**Q:** I have the gap of cubic BaTiO₃ with its cell edges shortened by 3 % and lengthened by 2 %, in three functionals. The gap opens under compression and closes under expansion each time. I put that down to the Ti–O bonds: shorter bonds, stronger splitting between bonding and antibonding states, wider gap. But then I can't see why the gap changes more than the least direct gap, or why its kind flips from indirect to direct.

Cubic perovskite BaTiO3 (Pm-3m, 5 atoms per cell) under hydrostatic strain, given as the change in edge length from the r2SCAN-relaxed a = 3.994 Å. Gap changes and energy rises are relative to the unstrained cell in the same functional. Ansatz 0.2.0, plane-wave PAW DFT without spin polarisation; k mesh 4×4×4 for HSE06, 6×6×6 for PBE and r2SCAN.

```
functional  strain (%)  band gap (eV)  band gap change (eV)  least direct gap change (eV)  gap kind  energy rise per atom (meV)
     HSE06          -3          3.418                 0.212                         0.128    direct                        46.8
     HSE06           2          3.038                -0.167                        -0.112  indirect                        34.6
       PBE          -3          1.999                 0.176                         0.076    direct                        85.7
       PBE           2          1.695                -0.128                        -0.072  indirect                         8.1
    r2SCAN          -3          2.387                 0.215                         0.107    direct                        64.7
    r2SCAN           2          2.022                -0.150                        -0.093  indirect                        24.2
```

**A:** Take the two r2SCAN rows and ask which states form the gap in each. The lowest empty state sits at Γ at every strain, where the orbitals of neighbouring cells are in phase. The highest filled state moves. It is at R, where the sign alternates from cell to cell along all three axes, in the unstrained and the expanded crystal, and at Γ in the compressed one.

So there are two valence tops in competition, and the gap is measured from whichever is higher. The least direct gap is measured at Γ throughout. A change of gap can therefore come from two places: the distance between the edges at Γ, and the height of the R top above the Γ top.

**Q:** Can I get that height from the table, or do I need the bands?

**A:** The table is enough. Call the height $h$, and write $h_0$ for its value in the unstrained crystal. While $h$ is positive,

$$E_\text{gap}=E_\text{direct}-h,$$

and once Γ is on top the two gaps are equal. Compression takes the r2SCAN crystal from the first case to the second, so its gap gains the whole of $h_0$ on top of the change of the direct gap:

$$h_0 = 0.215-0.107 = 0.108\ \text{eV}.$$

Half of the gap change on compression is thus the loss of the high valence top at R. The other half is a real widening at Γ. This is book-keeping and not a test, but the band edges of the unstrained calculation give the same height.

**Q:** And on expansion, where the gap stays indirect?

**A:** There the height grows, which takes a further slice off the gap. The r2SCAN gap falls by 0.150 eV and the direct gap by only 0.093 eV, so the R top has gained the difference, 0.057 eV, on the Γ top. Expansion favours R and compression favours Γ. That one tendency makes the gap change larger than the direct one in both directions, and it also flips the kind of gap.

**Q:** Then I should be able to predict the flip. If the height grows by 0.057 eV over 2 %, it should shrink by one and a half times that over 3 % of compression.

**A:** Do the sum and see what happens:

$$0.108-1.5\times 0.057 \approx 0.02\ \text{eV}.$$

Your straight line still leaves R slightly on top, whereas the calculation has Γ there. PBE fails in the same way, and in HSE06 the line ends with the two tops level. In r2SCAN and PBE, then, the height must fall faster under compression than it grows under expansion. In HSE06 the line by itself brings the tops level, so these values can't say whether the height bends there too.

The direct gap hints at where the bend sits. In r2SCAN it changes by 46 meV per per cent of length on expansion but only by 36 on compression, and the other two functionals show the same weakening. Now suppose that the gap from R to Γ keeps its slope from the expanded side. It would open by $1.5\times0.150=0.225$ eV, a little more than the 0.215 eV by which the direct gap of the compressed crystal exceeds the unstrained gap, and Γ would indeed be on top.

On that reading the Γ valence top is the state that bends: it gains on the R top ever faster as the crystal shrinks. The table bounds this in part. At −3 % the gap from R can't be smaller than the gap found, so in r2SCAN its slope weakens at most from 75 to 72 meV per per cent, while the direct slope drops from 46 to 36; in PBE it is at most 64 to 59, against 36 to 25. Most of the weakening thus belongs to the gap at Γ alone. In HSE06 the bound is too loose to decide, and in no functional do I have the height of the losing top, so how straight the gap from R really runs stays open.

**Q:** What about my bonds? They do get shorter.

**A:** They do, but the empty state at Γ doesn't feel them in the way you describe. It is a Ti 3d state of the t₂g kind, whose lobes point between the oxygen atoms. At Γ the O 2p orbitals on opposite sides of a Ti atom have the same sign, while the lobes that they meet have opposite signs. The two overlaps cancel, so this state has no O 2p admixture, and a stronger Ti–O overlap can't push it up.

The likelier cause is electrostatic. An electron on Ti is surrounded by negative oxygen ions, and an electron on O has positive ions as its nearest neighbours. Bringing the ions closer raises the first level relative to the second, and the gap opens. This is the usual argument for an ionic oxide; the calculation does not split the gap into such parts. It gives a direction and not a size: bare point charges would be expected to move the two levels apart an order of magnitude faster than the gap actually moves, so the computed slope is a small remainder of larger terms that oppose each other.

Something also works against it. As the oxygen atoms approach each other and the cations, the O 2p levels spread into a wider band, whose top rises towards the empty states. Overlaps grow more steeply with shortening than electrostatic energies do, so this opposition should gain weight under compression. That could explain why the direct gap responds less per per cent there, but only if it acts mainly on the Γ top, since the gap from R hardly weakens in r2SCAN and PBE.

**Q:** But why should the Γ top rise faster than the R top?

**A:** Here I have only a guess. Filled p levels of Ba and Ti lie below the O 2p band and repel those O 2p states that have the right symmetry to mix with them. Such mixing is allowed for some of the states at Γ and forbidden for the top at R. The top at Γ is expected to be one of the allowed ones. Compression would then give it an upward push that the R top lacks, and steeply growing overlaps would give the bend as well. The overlap between nearest oxygen atoms is expected to work the other way, though: the R top is fully antibonding between them and should rise more than the Γ top, so the push from the filled p levels has to outweigh it. To test this you would need the orbital make-up of the Γ top at several strains.

**Q:** Does the functional matter for any of this? The gaps themselves are far apart.

**A:** For the gap itself it matters a great deal: HSE06 puts the unstrained gap 1.4 eV above PBE, and both PBE and r2SCAN are known to make such gaps too small. For the change under strain it matters far less. If you take the PBE gap changes as they stand for the other two functionals, you are wrong by at most 0.04 eV. That is still up to about a quarter of the change, so it will do for a first estimate and not for a fine one.

The two parts of the change behave differently. The direct part is larger where the gap is larger. Scale the PBE value on compression by the ratio of the unstrained direct gaps, and you get $0.076\times3.29/1.92=0.130$ eV for HSE06, against 0.128 eV computed. The same scaling misses r2SCAN on compression by 0.017 eV, so with three functionals I would call it a tendency and not a law.

The height of the R top does not follow the gap. It is a difference between two filled O 2p states, so an error in the distance to the empty Ti states largely drops out of it. The unstrained height is about 0.1 eV in all three functionals, and no larger in HSE06, which has the widest gap; its slightly lower value comes from a coarser k mesh than the other two use, so I would not read much into the difference.

**Q:** Is that why HSE06 and r2SCAN agree so well on compression, 0.212 and 0.215 eV?

**A:** Yes, and the agreement hides a difference. HSE06 has the larger direct part, 0.128 eV against 0.107, and r2SCAN has the larger height to lose. The sums happen to meet. On expansion the two functionals are further apart, so don't read the match as a sign that they describe the strained bands alike.

**Q:** One row still bothers me. On expansion PBE raises the energy by only 8.1 meV an atom, where r2SCAN needs 24.2. Is the PBE crystal so much softer, and is that why its gap moves least?

**A:** No to both. The strain is imposed, so the gap responds to the new length whatever the energy cost. As for the cost, think of a spring that you begin to stretch from a point short of its rest length. The first part of the pull is helped by the spring, and the work comes out small even though the spring is as stiff as any other.

The PBE crystal is in that position. All three functionals use the cell that r2SCAN prefers, and in it the PBE crystal is under a pressure of 3.2 GPa and wants to expand. Stretching the edges by 2 % adds 6.1 % to the volume of 12.74 Å³ an atom, which is 0.78 Å³. Over that volume the pressure gives back

$$3.2\ \text{GPa}\times0.78\ \text{Å}^3\approx 16\ \text{meV an atom}.$$

Take this from the r2SCAN rise and you expect $24.2-16\approx 8$ meV, which is what PBE gives. No PBE energy entered the estimate, only the PBE pressure at the start. The same correction brings the other PBE row and both HSE06 rows to within 2 meV an atom, though the HSE06 pressure is only loosely converged. At the shared cell size the three functionals thus find the crystal about equally stiff, and the computed pressures agree: on 3 % compression they rise by 19.7, 19.8 and 20.2 GPa in HSE06, PBE and r2SCAN. They disagree on its rest length, and at its own longer rest length the PBE crystal is expected to be somewhat softer than the other two.

The spring should not be pushed further than that. An ideal one would need 2.25 times the energy for 3 % as for 2 %, in either direction. The r2SCAN crystal needs 2.7 times as much, because ions pressed together resist more strongly than ions drawn apart.

**Q:** Suppose a process leaves the material 1 % longer along every edge. What should I write down for the gap?

**A:** Use the two parts. In r2SCAN the direct gap should shrink by somewhat less than 0.05 eV and the R top should gain about 0.03 eV on the Γ top. Together they lower the gap by 0.07 to 0.08 eV, and it stays indirect. For 1 % of compression the size is similar with the opposite sign, but I would not name the kind of gap between there and 3 %. The switch should lie somewhere in that range, though no calculation was made inside it, and spin–orbit coupling, which is left out here, may shift the edges by some hundredths of an eV.

There is a stronger reservation on the expanded side. The calculation holds the crystal cubic, with Ti at the centre of its oxygen cage. Real BaTiO₃ has Ti off the centre at room temperature and below, expansion strengthens that tendency, and the displacement usually widens the gap. The narrowing in the expanded rows therefore belongs to the ideal cubic crystal, and a sample free to distort may show less of it.
